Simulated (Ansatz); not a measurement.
# A series in volume scale on WSeS

All results are calculated (Ansatz 0.2.0). Free energy against uniform scaling of the volume at fixed shape and fractions; periodic cell, basis, potentials, k mesh and filling as listed.

The cell before it is scaled or strained (space group P-3m1, No. 164):
```
WSeS
1.0
      3.2481     0.0000     0.0000
     -1.6241     2.8129     0.0000
      0.0000     0.0000    13.4588
W Se S
2 2 2
Direct
  0.33333 0.66667 0.25685
  0.66667 0.33333 0.74315
  0.33333 0.66667 0.86928
  0.66667 0.33333 0.13072
  0.66667 0.33333 0.37024
  0.33333 0.66667 0.62976
```

Settings of every row: functional LDA; dispersion none; potentials PAW; wave cutoff 557.83 eV; density cutoff 2231.3 eV; k mesh 8x8x2; k shift 0x0x0; occupations cold; smearing width 0.1 eV; spin none.

Limits: a layered crystal: even scaling strains the bonds within the layers, so this curve is stiffer than the crystal under pressure; no spin-orbit coupling, which can matter with elements this heavy; the cell comes from a prototype or a list of computed structures and needn't be the stable phase.

| row | volume scale | V (Å³/atom) | energy above lowest point (meV/atom) |
| --- | --- | --- | --- |
| 1 | 0.92 | 18.855 | 18.7 |
| 2 | 0.9467 | 19.402 | ? |
| 3 | 0.9733 | 19.947 | 0 |
| 4 | 1 | 20.495 | 12.1 |
| 5 | 1.0267 | 21.042 | 35.9 |
| 6 | 1.0533 | 21.587 | 69.7 |
| 7 | 1.08 | 22.134 | 112.2 |

Question: what energy above lowest point should row 2 give?

Worked fit of energy above lowest point. Take u = (V_r/V)^(2/3) − 1 with V_r = 20.769 Å³ an atom, which is twice the finite (Eulerian) strain; such expansions in the strain, on which the Birch-Murnaghan equation of state is built, carry the rest volume and the bulk modulus. The shown rows have u = 0.06658, 0.02729, 0.00889, -0.00867, -0.02542, -0.04155. Least squares give energy above lowest point = 22.68 − 1360.7 × u + 19276 × u² + 3965 × u³ meV/atom; a parabola predicts inner rows, each left out in turn, worse (root mean square 0.19 against 0.055 meV/atom). All shown rows lie on it to the printed digit. Its lowest point lies at u = 0.0349, or V = 19.73 Å³ an atom, and the curvature there gives the bulk modulus at fixed shape and fractions, B = (4/9)(1 + u)² E″(u)/V = 152 GPa. Letting shape and atoms relax would as a rule lower it, by much in layered, chain or molecular crystals. The withheld row has u = 0.04644, so the fit gives 22.68 − 1360.7 × (0.04644) + 19276 × (0.04644)² + 3965 × (0.04644)³ = 1.5 meV/atom.

The calculation gave 1.5 meV/atom. The fit meets it to the printed digit.
